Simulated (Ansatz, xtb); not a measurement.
Relative energy of two isomers of C3H8GeO

Structure I: `O[C@@H]1C[C@@H]1[GeH3]`, a singlet. Structure II: `O[C@@H]1C[C@H]1[GeH3]`, a singlet. Both are isolated molecules in the gas phase, relaxed with B3LYP/def2-SVP; the shapes shown needn't be the lowest conformers.

I (Å):

```xyz
13

C    -1.1272    2.6118    1.3228
C     0.1900    2.4712    0.6416
C    -0.6732    1.2374    0.8772
Ge   -1.5903    0.3524   -0.6098
O    -2.1282    3.2669    0.6010
H    -2.9845    2.9480    0.9178
H    -1.1247    2.8209    2.4024
H     0.2518    2.8645   -0.3779
H     1.1027    2.5918    1.2325
H    -0.3375    0.5589    1.6699
H    -1.4092    1.1411   -1.9209
H    -3.1025    0.2187   -0.3112
H    -1.0120   -1.0688   -0.7909
```

II (Å):

```xyz
13

C    -1.4630    2.4615    1.2627
C    -1.3432    2.9562   -0.1378
C    -1.4445    1.4586    0.1240
Ge    0.0577    0.2489   -0.1801
O    -2.6639    2.7366    1.9129
H    -2.8199    2.0374    2.5618
H    -0.5669    2.5281    1.8986
H    -2.2298    3.4462   -0.5503
H    -0.3904    3.3828   -0.4668
H    -2.4305    1.0331   -0.0952
H     1.3626    0.9589    0.2471
H    -0.1024   -1.0436    0.6524
H     0.1667   -0.1356   -1.6721
```

**Question.** Estimate which is lower in electronic energy at CCSD(T)/def2-SVP + ΔMP2/def2-TZVPP, and by roughly how much.

**Answer.** Too close to call at this level: CCSD(T)/def2-SVP + ΔMP2/def2-TZVPP gives E(II) − E(I) = +0.58 kcal/mol.

Level by level:

```json
{"level": "GFN2-xTB", "geometry": "GFN2-xTB", "E(II) − E(I) (kcal/mol)": "+2.90", "departure from the last row (kcal/mol)": "+2.32", "job, with rough time for the two": "optimisation, 0.88 s"}
{"level": "HF/STO-3G", "geometry": "GFN2-xTB", "E(II) − E(I) (kcal/mol)": "−0.79", "departure from the last row (kcal/mol)": "−1.37", "job, with rough time for the two": "single point, 2.3 s"}
{"level": "r2SCAN-D4/def2-SVP", "geometry": "GFN2-xTB", "E(II) − E(I) (kcal/mol)": "+0.48", "departure from the last row (kcal/mol)": "−0.10", "job, with rough time for the two": "single point, 14 s"}
{"level": "B3LYP/def2-SVP", "geometry": "B3LYP/def2-SVP", "E(II) − E(I) (kcal/mol)": "+1.08", "departure from the last row (kcal/mol)": "+0.49", "job, with rough time for the two": "optimisation, 2.4 min"}
{"level": "HF/def2-SVP", "geometry": "B3LYP/def2-SVP", "E(II) − E(I) (kcal/mol)": "+0.96", "departure from the last row (kcal/mol)": "+0.38", "job, with rough time for the two": "part of the CCSD(T) run"}
{"level": "MP2/def2-SVP", "geometry": "B3LYP/def2-SVP", "E(II) − E(I) (kcal/mol)": "+1.56", "departure from the last row (kcal/mol)": "+0.98", "job, with rough time for the two": "part of the CCSD(T) run"}
{"level": "CCSD(T)/def2-SVP", "geometry": "B3LYP/def2-SVP", "E(II) − E(I) (kcal/mol)": "+1.58", "departure from the last row (kcal/mol)": "+1.00", "job, with rough time for the two": "single point"}
{"level": "CCSD(T)/def2-SVP + ΔMP2/def2-TZVPP", "geometry": "B3LYP/def2-SVP", "E(II) − E(I) (kcal/mol)": "+0.58", "departure from the last row (kcal/mol)": "", "job, with rough time for the two": "single point, 3 min"}
```

As drawn, both hold the same kinds of bond in the same numbers.

The largest departure from CCSD(T)/def2-SVP + ΔMP2/def2-TZVPP is that of GFN2-xTB, 2.32 kcal/mol. The last row adds to CCSD(T) the change of the MP2 difference between the two basis sets, here −1.00 kcal/mol.

With thermal terms from frequencies at re-optimised GFN2-xTB minima (ideal gas, soft modes damped towards free rotors, one conformer each, 298.15 K, 1 atm): on the last row, ΔE + ΔZPE = +0.15, ΔH = +0.41, ΔG = −0.41 kcal/mol.

The correlated steps freeze 13 core orbitals; the filled d shell of Ge is correlated, in a basis made for valence electrons. Codes used: Ansatz 0.2.0, xtb 6.7.1; the last row on 2 threads of AMD EPYC (Zen 3) on a shared host.

The two structures are diastereomers, with the hydroxyl and germyl groups cis on the cyclopropane ring in I and trans in II. Ring strain and bond energies therefore largely cancel, leaving only a small through-space difference. Simple steric reasoning would favour trans, yet the electronic energy shows no such preference. The long C–Ge bond relieves crowding in the cis form, and there the oxygen sits close to germanium, roughly opposite one Ge–H bond. This suggests a weak electrostatic and lone-pair-to-σ*(Ge–H) attraction that offsets the remaining repulsion.

Hartree–Fock in the split-valence basis already leans towards cis, so dispersion is probably not the sole source of that lean. Its shrinkage in the larger basis is consistent with intramolecular basis-set superposition, which artificially favours the more compact isomer. The free energy tips the other way, probably because soft torsions are less hindered in the trans form, but the margin is too small to establish a preference at equilibrium.
